## Problem: gap labels of the CuO₂ chain in Sr₁₄Cu₂₄O₄₁

Sr₁₄Cu₂₄O₄₁ is a composite crystal, $(\mathrm{Sr_2Cu_2O_3})(\mathrm{CuO_2})_{1/\beta}$. There is one CuO₂ chain of period $c_c$ for each ladder of period $c_L$, both along $c$, and $\beta=c_c/c_L$ is close to $7/10$ but not locked to it. Model one chain by one orbital per Cu site $n$, spin label suppressed:

$$H=-t\sum_n\left(a^\dagger_{n+1}a_n+\text{h.c.}\right)+\sum_n V_n\,a^\dagger_na_n,\qquad V_n=f(n\beta+\varphi),\qquad f(y+1)=f(y).$$

The phase $\varphi$ is the position of the chain relative to the host in units of $c_L$. The host potential is reduced to two levels. A site is of type A, with $V_A=\Delta$, if a rung plane lies within $c_c/2$ of it, and of type B, with $V_B=0$, otherwise. Thus $f(y)=\Delta$ for $-\beta/2\le y<\beta/2$ (mod 1) and $f=0$ elsewhere.

**Data.** Approximate structural inputs: $c_L=3.93$ Å and $\beta=0.698$, the latter standing for an irrational number with these leading digits. Assumed, illustrative inputs: $t=150$ meV, $\Delta=30$ meV, relative permittivity $\varepsilon_r=10$. Formal charges: Sr²⁺, O²⁻, ladder Cu²⁺, all extra holes on the chain. Cu²⁺ corresponds to one electron per site in the band. $N(E)$ is the number of states below $E$ per site and per spin, $0\le N\le1$.

(a) Show that $N=m\beta+s$ with integers $m,s$ in any gap.

(b) Label the gaps of the approximant $\beta=7/10$ and give $N$ for the same labels at $\beta=0.698$.

(c) Find the gap widths to first order in $\Delta$ for irrational $\beta$, for $\beta=p/q$, and for the Fibonacci chain $\beta=1/\tau$, $\tau=(1+\sqrt5)/2$.

(d) Find the band filling. Decide whether it lies in a gap for independent electrons with spin, and for infinite on-site repulsion.

(e) Test the first-order widths on the exact 10-site cell.

(f) State the model's charge gap and its limits.

## Solution

### (a) Why the labels are $m\beta+s$

Take first $\beta=p/q$ in lowest terms and a continuous $f$, and follow a gap that is open for all $\varphi$. The cell has $q$ sites and $q$ subbands, so $N=r/q$ in the $r$-th gap. Fill the states below the gap and raise $\varphi$ adiabatically.

1. After $\varphi\to\varphi+1$ the Hamiltonian returns to itself, and an integer number $C$ of particles per spin has crossed every bond to the right (Thouless pumping; $C$ is the Chern number of the filled subbands over Bloch vector and $\varphi$).
2. Since $p$ and $q$ are coprime, $H(\varphi+1/q)$ is a lattice translate of $H(\varphi)$. Each step $1/q$ therefore carries the same bond-averaged transport $C/q$, and the step $\beta=p/q$ carries $C\beta$.
3. Since $V_n(\varphi+\beta)=V_{n+1}(\varphi)$, the final state of that step is the initial one moved one site to the left. This is a transport $-N$, up to an integer $s$ from Wannier centres that move by whole cells.

Hence $C\beta=-N+s$, and with $m=-C$

$$N=m\beta+s,\qquad r=mp+sq .$$

The second equation fixes $m$ only modulo $q$. The convention is $|m|\le q/2$, which is unique except for $m=\pm q/2$ at even $q$. A gap that stays open along the approximants keeps its $(m,s)$, so $N=m\beta \bmod 1$ for irrational $\beta$, where the label is unique.

In a gap, $N$ is the trace per site of the projector on the filled states, which varies continuously with $H$ while the gap is open. At fixed $\beta$ it takes values in the countable set $\mathbb Z+\beta\mathbb Z$, so it is constant. Changes of $t$, of $\Delta$, of the shape of $f$ or added longer hoppings leave the label fixed unless the gap closes.

For a discontinuous $f$, Bellissard's gap-labelling theorem gives the labels as integer combinations of the frequencies of finite site patterns. The two edges of the present window differ by $\beta$ itself, so these frequencies again lie in $\mathbb Z+\beta\mathbb Z$. A window of unrelated length $w$ would add multiples of $w$.

In units of length, $c_c=\beta c_L=2.743$ Å and $N/c_c=m/c_L+s/c_c$: the filled states number $m$ per host period plus $s$ per chain period.

### (b) Labels of the 7/10 approximant

The approximant forces $10c_c=27.43$ Å to equal $7c_L=27.51$ Å, a strain of $0.29\,\%$. From $r=7m+10s$ and $3\cdot7\equiv1 \pmod{10}$ follows $m\equiv3r \pmod{10}$. The table lists $r=1$ to $5$. The gaps $10-r$ have labels $(-m,\,1-s)$ and $N\to1-N$. The last three columns come from part (c).

| $r$ | $m$ | $s$ | $N$ at $\beta=0.698$ | centre at $\beta=0.698$ (meV) | width at $\beta=0.698$ (meV) | width at $7/10$ (meV) |
|---|---|---|---|---|---|---|
| 1 | 3 | −2 | 0.094 | −266 | 1.9 | 2.3 |
| 2 | −4 | 3 | 0.208 | −217 | 2.9 | 3.7 |
| 3 | −1 | 1 | 0.302 | −154 | 15.5 | 15.7 |
| 4 | 2 | −1 | 0.396 | −75 | 9.0 | 9.7 |
| 5 | 5 | −3 | 0.490 | +12 | 3.8 | 6.0 |

At $r=5$ the label $(-5,4)$ is equally valid. At $\beta=0.698$ it is a separate gap with $N=0.510$. In the approximant all gaps with $m$ equal modulo 10 merge into one.

### (c) First-order widths

Write $V_n=\sum_m V_m\,e^{2\pi i m(n\beta+\varphi)}$ with

$$V_m=\Delta\int_{-\beta/2}^{\beta/2}e^{-2\pi i m y}\,dy=\Delta\,\frac{\sin\pi m\beta}{\pi m},\qquad V_0=\beta\Delta=20.94\ \text{meV}.$$

The unperturbed band is $E_k=-2t\cos kc_c$, and $N=kc_c/\pi$ for $0<kc_c<\pi$. The harmonic $m$ couples $k$ to $k-mG_L-sG_c$, with $G_L=2\pi/c_L=1.599$ Å⁻¹ and $G_c=2\pi/c_c=2.291$ Å⁻¹. The two states are degenerate when the second wave vector is $-k$, that is $2k=mG_L+sG_c$, or $kc_c/\pi=m\beta+s$. This reproduces the label of part (a). The $2\times2$ matrix with diagonal $E_k+V_0$ and off-diagonal modulus $|V_m|$ has eigenvalues $E_k+V_0\pm|V_m|$, so

$$E_g(m)=2|V_A-V_B|\,\frac{|\sin\pi m\beta|}{\pi|m|},\qquad E_{\rm centre}=V_0-2t\cos\pi N .$$

For $m=2$: $k=0.396\,\pi/(2.743\ \text{Å})=0.4535$ Å⁻¹, $|\sin2\pi\beta|=0.9471$, and $E_g=60\ \text{meV}\times0.9471/2\pi=9.04$ meV.

For $\beta=p/q$ the numbers $np \bmod q$ run through all residues, and the A sites are $p$ consecutive ones. The Fourier coefficient is a geometric sum of $p$ terms $e^{-2\pi i mj/q}$ divided by $q$, which gives

$$E_g^{(p/q)}(m)=2|V_A-V_B|\,\frac{|\sin(\pi mp/q)|}{q\,|\sin(\pi m/q)|}.$$

It tends to the irrational result when $q\to\infty$ at fixed $m$. For $m=2$ it gives $9.71$ meV at $7/10$, which is $7\,\%$ above the irrational value, and $9.07$ meV at the next continued-fraction approximant $30/43$, where $r=2\cdot30-43=17$.

For $\beta=1/\tau$ the A/B sequence is the Fibonacci chain, with A frequency $1/\tau$, and

$$E_g(m)=2|V_A-V_B|\,\frac{|\sin(\pi m/\tau)|}{\pi|m|}.$$

With the same $\Delta$ the widths are $17.8$, $6.5$ and $2.8$ meV for $m=1,2,3$, at $N=0.618$, $0.236$ and $0.854$, with mirror gaps at $1-N$. The Fibonacci and chain-host cases differ only in $\beta$.

These widths hold for fixed $m$ as $\Delta/t\to0$. The scale of second-order terms is $V_1^2/t=(7.76\ \text{meV})^2/150\ \text{meV}=0.40$ meV, so the centres in the table are good to about 1 meV. A first-order width below this scale, such as $0.12$ meV for $m=10$, is not guaranteed.

### (d) Filling

A Sr₂Cu₂O₃ unit carries charge $4+4-6=+2$. A CuO₂ unit with $\delta$ extra holes carries $-2+\delta$, and there are $1/\beta$ of them per ladder unit. Neutrality gives $2+(\delta-2)/\beta=0$, so

$$\delta=2-2\beta=0.604,\qquad \nu=1-\delta=2\beta-1=0.396\ \text{electrons per site}.$$

**Independent electrons with spin.** The filling per spin is $\nu/2=\beta-\tfrac12=0.198$. A gap would need $(m-1)\beta+s=-\tfrac12$. For irrational $\beta$ this forces $m=1$ and $s=-\tfrac12$, which is not an integer. The Fermi level lies in no gap. It sits midway in $N$ between the gap $(6,-4)$ at $N=0.188$, of width $1.8$ meV, and the gap $(-4,3)$ at $N=0.208$. In the unperturbed band it lies $2t\,[\cos(0.198\pi)-\cos(0.208\pi)]=5.6$ meV below the centre of the latter, well outside its half-width.

The 7/10 cell gives a different answer. There $\nu/2=2/10$, the gaps $m=6$ and $m=-4$ merge at $r=2$, and the cell is a band insulator with a gap of $3.7$ meV. This is an artefact of the supercell. For even $q$, $p$ is odd and $r=p-q/2$ has $m\equiv1+q/2$, so $|m|=q/2-1$ grows with the cell and the first-order width, at most $2\Delta/[q\cos(\pi/q)]$, vanishes as $q\to\infty$. For odd $q$ the filling ends in the middle of a subband: $8.5$ subbands at $30/43$.

**Infinite on-site repulsion.** With $\nu<1$, no double occupancy and nearest-neighbour hopping on an open chain, electrons cannot pass one another. The spin sequence is conserved, and the charges move as spinless fermions with the same $t$ and $V_n$ at density $\nu$. Now $N=\nu=2\beta-1$, which is the label $(m,s)=(2,-1)$ for every $\beta$. The chain donates and receives charge in units tied to the two lattices, two electrons per host period minus one per chain period, so the filling follows the gap when $\beta$ changes. It is $r=4$ at $7/10$ and $r=17$ at $30/43$. The charge gap $E(M+1)+E(M-1)-2E(M)$, for $M$ particles, equals the one-particle gap $E_g(2)$.

### (e) Exact 10-site cell

At $\varphi=0$ the B sites have $7n \bmod 10\in\{4,5,6\}$, that is $n=2,5,8$, and the cell is AABAABAABA. The edges of gaps with even $r$ lie at the centre of the folded zone, so $\psi_{n+10}=\psi_n$. Put $x=(\Delta-E)/t$ and $u=-\Delta/t=-0.2$. The Schrödinger equation becomes $\psi_{n+1}=(x+u_n)\psi_n-\psi_{n-1}$, with $u_n=u$ on B sites and zero on A sites. The ring has a mirror through sites 0 and 5.

Odd states have $\psi_0=\psi_5=0$. Starting from $\psi_1=1$,

$$\psi_5=x^4-3x^2+1+u\,(x^3-x)=0 .$$

Even states start from $\psi_0=2$, $\psi_1=x$, which gives

$$\psi_4=x^4-4x^2+2+u\,(x^3-2x),\qquad \psi_5=x^5-5x^3+5x+u\,(x^4-3x^2+2),$$

and the mirror at site 5 requires $(x+u)\,\psi_5=2\psi_4$.

The gap $r$ opens from $x_0=2\cos(\pi r/10)$.

- $r=4$, $x_0=0.618$: even root $0.70857$, odd root $0.64512$. The edges are $E=-76.3$ meV and $-66.8$ meV, and the width is $9.52$ meV, $2\,\%$ below the first-order $9.71$ meV.
- $r=2$, $x_0=1.618$: odd root $1.69497$, even root $1.67037$. The width is $3.69$ meV against the first-order $3.71$ meV.

At $\Delta/t=0.2$ higher orders change the $m=2$ width by about $2\,\%$, less than the $7\,\%$ caused by replacing $\beta$ with $7/10$.

### (f) Result and limits

With all holes on the chain and infinite on-site repulsion, the model's filling lies in the gap $(m,s)=(2,-1)$ at $N=0.396$, $k=0.4535$ Å⁻¹, and the model's charge gap is

$$E_g=\frac{\Delta\,|\sin2\pi\beta|}{\pi}\approx 9\ \text{meV}.$$

This width belongs to the assumed $t$ and $\Delta$, which were chosen to keep first-order theory valid. It implies an activation energy $E_g/2=4.5$ meV, whereas dc transport in this compound is typically activated with roughly $0.1$ to $0.2$ eV, so the model falls short by more than an order of magnitude.

The neglected terms are large. The repulsion of charges on adjacent sites is of order $e^2/(4\pi\varepsilon_0\varepsilon_rc_c)=0.5$ eV, above both $t$ and $\Delta$. A second-neighbour hopping $t_2$ adds $-2t_2\cos2kc_c$ to the band, whose slope becomes proportional to $\sin kc_c\,(t+4t_2\cos kc_c)$. The band is no longer monotonic once $|t_2|>t/4=37.5$ meV, and in edge-sharing CuO₂ chains $t_2$ is typically comparable to $t$ or larger. A local splitting $2|V_m|$ then need not be a gap of the whole spectrum, and the spinless mapping fails because electrons can pass one another. A transfer of $\eta$ holes per Sr₂Cu₂O₃ unit to the ladder changes the filling to $2\beta-1+\eta\beta$, which is a label only for special $\eta$. Within one-particle models of the chain, any gap that is open still has $N=m\beta+s$, whatever the size and shape of a continuous host potential.